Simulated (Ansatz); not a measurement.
A series in volume scale on TiO₂

All results are calculated (Ansatz 0.2.0). Free energy against uniform scaling of the volume at fixed shape and fractions; periodic cell, basis, potentials, k mesh and filling as listed.

The cell before it is scaled or strained (space group I4_1/amd, No. 141):
```
cell vectors (Å)
  -1.8984     1.8984     4.7731
   1.8984    -1.8984     4.7731
   1.8984     1.8984    -4.7731
atoms (fractions of the cell vectors)
Ti  0.00000  0.00000  0.00000
Ti  0.75000  0.25000  0.50000
O   0.20810  0.20810  0.00000
O   0.95810  0.45810  0.50000
O   0.54190  0.04190  0.50000
O   0.79190  0.79190  0.00000
```

Settings of every row: functional LDA; dispersion none; potentials PAW; wave cutoff 517.02 eV; density cutoff 2068.1 eV; k mesh 6x6x6; k shift 0x0x0; occupations fixed; smearing width 0 eV; spin none.

| row | volume scale | V (Å³/atom) | energy above lowest point (meV/atom) |
| --- | --- | --- | --- |
| 1 | 0.9406 | 10.787 | 2.9 |
| 2 | 0.9703 | 11.127 | 0 |
| 3 | 1 | 11.468 | 11.9 |
| 4 | 1.0297 | 11.809 | ? |
| 5 | 1.0594 | 12.149 | 71.7 |

Question: what energy above lowest point should row 4 give?

Worked fit of energy above lowest point. Take u = (V_r/V)^(2/3) − 1 with V_r = 11.297 Å³ an atom, which is twice the finite (Eulerian) strain; such expansions in the strain, on which the Birch-Murnaghan equation of state is built, carry the rest volume and the bulk modulus. The shown rows have u = 0.03128, 0.01016, -0.00997, -0.04732. Least squares give energy above lowest point = 4.22 − 593.1 × u + 17601 × u² meV/atom; a straight line predicts inner rows, each left out in turn, worse (root mean square 17 against 0.032 meV/atom). All shown rows lie on it to the printed digit. Its lowest point lies at u = 0.0168, or V = 11.02 Å³ an atom, and the curvature there gives the bulk modulus at fixed shape and fractions, B = (4/9)(1 + u)² E″(u)/V = 235 GPa. Letting shape and atoms relax would as a rule lower it, by much in layered, chain or molecular crystals. The withheld row has u = -0.02912, so the fit gives 4.22 − 593.1 × (-0.02912) + 17601 × (-0.02912)² = 36.4 meV/atom.

The calculation gave 36.4 meV/atom. The fit meets it to the printed digit.
